Identifying an ion and its relativistic correction from three polarisabilities

Dielectric-response codes used for Hf, Ta, W or Au compounds treat relativity approximately, and a one-electron ion is the cleanest test of such a treatment, because its Dirac response is known exactly. The static dipole polarisability α_d is defined by E(F) = E(0) − ½ α_d F². Atomic units are used: 1 a.u. of α_d is 0.148185 Å³ as a polarisability volume, and the speed of light is c = 137.036. The model is one electron bound to a fixed point nucleus of charge Z.

Data

A four-component (Dirac) response calculation on the 1s ground state of an unlabelled one-electron ion is run three times, with the speed of light set to kc. Put λ = 1/k². The values below were made for the exercise from the point-nucleus Dirac formula derived further down and rounded to four decimals, so each is uncertain by at most 0.00005.

k = 1, λ = 1: α_d = 7.7242 × 10⁻⁸ a.u.
k = 2, λ = 0.25: α_d = 10.5672 × 10⁻⁸ a.u.
k = 4, λ = 0.0625: α_d = 11.3050 × 10⁻⁸ a.u.

Relativity enters through x = (Z/kc)² = λ x₀, with x₀ = (Z/c)². The model is

α_d = (9/2) Z⁻⁴ [1 − b₂ x + b₄ x²],

whose prefactor is the nonrelativistic result. The unknowns are Z, b₂ and b₄.

Inversion

In units of 10⁻⁸ a.u. the model is a parabola, α_d = A₀ + A₁λ + A₂λ². Three distinct λ fix it uniquely. With α₁, α₂, α₄ labelled by k:

A₀ = (α₁ − 20α₂ + 64α₄)/45 = 11.5533
A₁ = (−4α₁ + 68α₂ − 64α₄)/9 = −3.9830
A₂ = (64/45)(α₁ − 5α₂ + 4α₄) = 0.1539

Then Z = (4.5 × 10⁸/A₀)^(1/4) = 78.9999, the only positive root. The nucleus is gold, Z = 79, and the ion is Au⁷⁸⁺. With x₀ = 0.33234,

b₂ = −A₁/(A₀x₀) = 1.0373, b₄ = A₂/(A₀x₀²) = 0.1206.

The worst-case rounding error of each A is 0.00005 times the sum of the absolute weights, 85/45, 136/9 and 640/45, that is 0.00009, 0.0008 and 0.0007. These give ±0.0002 in Z, ±0.0002 in b₂ and ±0.0006 in b₄. The fourth root protects Z, while b₄, a second difference, is known only to half a per cent.

The exact Dirac result

Measure r in a₀/Z and energy in Z² hartree, and set a = √x, γ = √(1 − x), s = (1 − γ)/a. For the relativistic angular quantum number κ the radial Hamiltonian H_κ, rest energy removed, maps the large and small components (u, v) to

( −u/r + (−v′ + κv/r)/a , (u′ + κu/r)/a − (1/r + 2/a²)v ).

The ground state has κ = −1, components proportional to (1, −s) r^γ e^(−r), and E₀ = (γ − 1)/a². The perturbation Fz couples it to p₁/₂ (κ = 1) and p₃/₂ (κ = −2) with squared angular factors 1/9 and 2/9, so

Z⁴α_d = (2/9) R₁ + (4/9) R₋₂, R_κ = ⟨rψ₀|(H_κ − E₀)⁻¹|rψ₀⟩.

The resolvent, which includes the negative-energy states, is applied by solving (H_κ − E₀)(u, v) = (1, −s) r^(γ+1) e^(−r). Writing u = e^(−r)(A + B)/2 and v = s e^(−r)(A − B)/2 and combining the two equations gives

B′ − γB/r + (κ − 1)A/r = 2γ r^(γ+1)
A′ − 2A + γA/r + (κ + 1)B/r = −2 r^(γ+1)

and, after normalising ψ₀, R_κ = ∫ r^(γ+1) e^(−2r) (B + γA) dr / (2I₀), where Iₘ = ∫ r^(2γ+m) e^(−2r) dr = Γ(2γ+m+1)/2^(2γ+m+1).

For κ = 1 the solution closes: A = (1+γ) r^(γ+1) + q r^γ and B = γ r^(γ+2) − γq r^γ with q = (γ+1)(2γ+1)/2. Hence

(2/9) R₁ = γ(γ+1)(2γ+1)(4γ+5)/36.

For κ = −2 the second equation gives B = rA′ − 2rA + γA + 2r^(γ+2). The first then becomes

rA″ + (1 − 2r)A′ + (2γ − 2)A − g²A/r = −2(2 − γ) r^(γ+1), g = √(4 − x),

and one integration by parts turns the numerator of R₋₂ into 2I₃ − (2 − γ) ∫ r^(γ+1) e^(−2r) A dr. The operator on the left has eigenfunctions r^g Lₙ^(2g)(2r), with L the generalised Laguerre polynomial, orthogonal under the weight e^(−2r), and eigenvalues −2(n + δ + 2), where δ = g − γ − 1. Expanding A in them, with ∫ t^(g+γ+1) e^(−t) Lₙ^(2g)(t) dt = Γ(g+γ+2)(δ)ₙ/n! and (δ)ₙ = δ(δ+1)…(δ+n−1), gives

(4/9) R₋₂ = (γ+1)(2γ+1)(2γ+3)/9 − T,
T = [(2−γ)² Γ(g+γ+2)² / (18 Γ(2γ+1))] Σₙ (δ)ₙ² / [n! Γ(n+2g+1)(n+δ+2)], n = 0, 1, 2, …

Expansion in x

The two polynomial pieces add to p = (γ+1)(2γ+1)(4γ²+13γ+12)/36, so Z⁴α_d = p − T. Use γ = 1 − x/2 − x²/8, g = 2 − x/4 − x²/64 and δ = x/4 + …. Then p = 29/6 − (329/72)x + (43/96)x². In T the terms n ≥ 1 carry δ² and start at x². The n = 0 term equals 1/3 at x = 0, and its logarithmic derivative there is 1 − [ψ(5) − ψ(3)] − 1/8 = 7/24, with ψ the digamma function and ψ(5) − ψ(3) = 1/3 + 1/4. Carried to second order, with the n ≥ 1 terms contributing x² Σ 1/[n²(n+1)(n+2)²(n+3)(n+4)], T = 1/3 + (7/72)x + (1/8 − π²/48)x². Subtracting,

α_d = (9/2) Z⁻⁴ [1 − (28/27)x + ((31 + 2π²)/432)x² + O(x³)],

so the true coefficients are b₂ = 1.0370 and b₄ = 0.1175. The negative sign of the leading correction reflects the relativistic contraction and tighter binding of the 1s orbital.

Expansion against the full value for Au⁷⁸⁺

At x₀, γ = 0.81710, g = 1.91511 and δ = 0.09801. The p₁/₂ part is 0.89831, the p₃/₂ polynomial is 2.46469 and T = 0.35443, so Z⁴α_d = 3.00857. Let Φ = Z⁴α_d/(9/2).

Nonrelativistic: Φ = 1, α_d = 11.5532 × 10⁻⁸ a.u., 50 % too high
Through x: Φ = 0.65535, α_d = 7.5714 × 10⁻⁸ a.u., 2.0 % too low
Through x²: Φ = 0.66832, α_d = 7.7213 × 10⁻⁸ a.u., 0.037 % too low
Full Dirac: Φ = 0.66857, α_d = 7.7242 × 10⁻⁸ a.u.

The last line reproduces the first datum by construction and tests nothing.

Why the fitted coefficients are off

The inferred b₂ and b₄ exceed the true ones by 0.0003 and 0.0031, more than the rounding bounds. The cause is truncation. The remainder of Φ beyond x² is 0.00025 at λ = 1. Treat it as a pure λ³ term. On the three nodes (λ − 1)(λ − 1/4)(λ − 1/16) = 0, so the fit reads λ³ as (21/16)λ² − (21/64)λ + 1/64. This raises b₂ by (21/64)(0.00025)/x₀ = 0.00025, raises b₄ by (21/16)(0.00025)/x₀² = 0.0030, and shifts A₀ by a relative 3.9 × 10⁻⁶, which leaves Z alone. With this bias removed both coefficients fall within their rounding bounds. More digits in the data would not remove the bias. Larger k would shrink it but would amplify rounding, since the errors of A₁ and A₂ grow inversely with the node spacing and its square.

If only the run at physical c is available

One number then yields one parameter, Z, and the answer depends on the model assumed. The nonrelativistic formula gives Z = 87.4, a wrong element. The expansion through x gives Z = 78.69, which still rounds to 79. The root is unique because both Z⁻⁴ and Φ fall as Z grows: the slope −28/27 + 2b₄x of the series is far from zero for Z up to 83. At Z = 79 the series through x² gives d ln α_d/d ln Z = −4.95, so neighbouring elements differ by 6.3 % and data and model together must be good to about 3 %. A single value cannot tell a relativistic calculation on gold from a nonrelativistic one with a larger charge; varying c is what separates the two.

What the model leaves out

The model's value is 1.145 × 10⁻⁸ Å³. At 10 MV/cm, of the order of a typical SiO₂ breakdown field, its Stark shift is −4.0 × 10⁻¹² eV, so the ion is a benchmark for codes and has no role in a device dielectric. Finite nuclear size and quantum-electrodynamic corrections together reduce the 1s binding in gold by typically about 0.2 keV, out of the model's mc²(1 − γ) = 93.46 keV. If α_d scales roughly as the inverse square of the binding energy, as it does nonrelativistically when Z is varied, the real ion is more polarisable by something like 0.4 %. That rough estimate is smaller than the 2.0 % truncation error of the 28/27 formula but about ten times the remainder beyond x², so the digits of 7.7242 × 10⁻⁸ a.u. past the second belong to the point-nucleus Dirac model, and a code must be run with a point nucleus to be compared with them.